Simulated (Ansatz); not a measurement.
Theory: Ansatz, DFT PBE, scalar-relativistic, plane waves, PAW. Settings: cutoff 420 eV, Γ-centred meshes spaced at most about 0.3 Å⁻¹, and about 0.25 Å⁻¹ or finer for metals (2π included), Gaussian smearing. Collinear spin in cells that started with moments and kept them past the coarse steps, no spin elsewhere.

These are static total energies at zero pressure.

Two relaxed structures of TiSe₃:

A. (no spin)

```
CELL_PARAMETERS angstrom
0.00000 3.34118 3.34118
3.34118 0.00000 3.34118
3.34118 3.34118 0.00000
ATOMIC_POSITIONS crystal
Ti 0.00000 0.00000 0.00000
Se 0.25000 0.25000 0.25000
Se 0.75000 0.75000 0.75000
Se 0.50000 0.50000 0.50000
```

B. (site moments Ti 1.2 μB)

```
CELL_PARAMETERS angstrom
4.29351 0.00000 0.00000
0.00000 4.29351 0.00000
0.00000 0.00000 4.29351
ATOMIC_POSITIONS crystal
Ti 0.00000 0.00000 0.00000
Se 0.00000 0.50000 0.50000
Se 0.50000 0.00000 0.50000
Se 0.50000 0.50000 0.00000
```

Problem. Which form is favoured at zero pressure, and by what margin per atom?

Solution. A is lower, by 216 meV/atom. A has the BiF3 (D0_3) type, space group Fm-3m (No. 225), 18.6 Å³/atom and no gap on its mesh; B has space group Pm-3m (No. 221), 19.8 Å³/atom and no gap. Counting Se atoms around Ti (those within 1.25 times the shortest such distance or 1.15 times the sum of covalent radii, 1.27 where that leaves under three; a plus sign parts nearer from farther groups), A has Ti 8+6 and B has Ti 12. Their magnetic states differ too. The denser one is the lower, and pressure would at first widen the difference. In A, Ti has 8 Se at 2.89 Å and 6 Se at 3.34 Å; around Se on a site of symmetry -43m lie 4 Se at 2.89 Å, 4 Ti at 2.89 Å and 6 Se at 3.34 Å; Se on a site of symmetry m-3m has 8 Se at 2.89 Å and 6 Ti at 3.34 Å. In B, Ti has 12 Se at 3.04 Å; Se is surrounded by 4 Ti at 3.04 Å and 8 Se at 3.04 Å. Both come from invented guesses. A third cell relaxed alike, in P-62m, lies 0.47 eV/atom below the lower of the two.

Another magnetic order may lie lower. Cells relaxed within their symmetry can be saddle points.

The preference for A settles only a contest between two poorly bonded packings, since the P-62m cell lies well below both. Group 4 trichalcogenides typically combine Se²⁻ with covalently bonded Se₂²⁻ pairs, which lets the metal reach Ti⁴⁺ with a filled Se p shell. Neither A nor B contains such pairs: their shortest Se–Se contacts, 2.89 and 3.04 Å, are far longer than a single bond, and the Ti–Se contacts are stretched as well. Without pairing, three selenide ions would need more electrons than Ti can supply, so holes in the Se p band are expected, consistent with the absence of a gap in both forms.

A probably gains over B through its shorter Ti–Se and Se–Se contacts, which improve d–p and p–p overlap, whereas the moment in B suggests Ti d electrons left partly out of bonding. A's lack of a moment is imposed, and spin freedom could only lower its energy. The metallic character found here therefore shouldn't be carried over to a chain structure with Se₂ pairs.
